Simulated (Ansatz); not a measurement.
## A series in volume scale on Cu3Sn

Results calculated with Ansatz 0.2.0, not measured. Free energy against uniform scaling of the volume at fixed shape and fractions; periodic cell, basis, potentials, k mesh and filling as listed.

The cell before it is scaled or strained (space group Pmmn, No. 59):
```
Cu3Sn
1.0
      4.3344     0.0000     0.0000
      0.0000     5.5082     0.0000
      0.0000     0.0000     4.7557
Cu Sn
6 2
Direct
  0.50000 0.00000 0.33300
  0.00000 0.50000 0.66700
  0.00000 0.25000 0.16700
  0.00000 0.75000 0.16700
  0.50000 0.75000 0.83300
  0.50000 0.25000 0.83300
  0.00000 0.00000 0.66700
  0.50000 0.50000 0.33300
```

Settings of every row: functional PBEsol; dispersion none; potentials PAW; wave cutoff 500 eV; density cutoff 2000 eV; k mesh 6x5x6; k shift 0x0x0; occupations fermi dirac; smearing width 0.1 eV; spin none.

Limits: coarse k mesh, up to 40 meV an atom off.

```csv
row,volume scale,V (Å³/atom),energy above lowest point (meV/atom)
1,0.9406,13.35,6.5
2,0.9703,13.771,0
3,1,14.193,4.4
4,1.0297,14.614,?
5,1.0594,15.036,38.7
```

Question: what energy above lowest point should row 4 give?

Worked fit of energy above lowest point. Take u = (V_r/V)^(2/3) − 1 with V_r = 13.982 Å³ an atom, which is twice the finite (Eulerian) strain; such expansions in the strain, on which the Birch-Murnaghan equation of state is built, carry the rest volume and the bulk modulus. The shown rows have u = 0.03132, 0.01019, -0.00994, -0.0473. Least squares give energy above lowest point = 0.98 − 212.5 × u + 12371 × u² meV/atom; a straight line predicts inner rows, each left out in turn, worse (root mean square 12 against 0.21 meV/atom). The rows lie off it by 0.0, -0.1, 0.1, 0.0. Its lowest point lies at u = 0.0086, or V = 13.8 Å³ an atom, and the curvature there gives the bulk modulus at fixed shape and fractions, B = (4/9)(1 + u)² E″(u)/V = 130 GPa. Letting shape and atoms relax would as a rule lower it, by much in layered, chain or molecular crystals. The withheld row has u = -0.02904, so the fit gives 0.98 − 212.5 × (-0.02904) + 12371 × (-0.02904)² = 17.6 meV/atom.

The calculation gave 17.8 meV/atom. The fit lies 0.2 meV/atom (0.52 % of the column's range) below it; its largest miss of a shown row is 0.1 meV/atom.
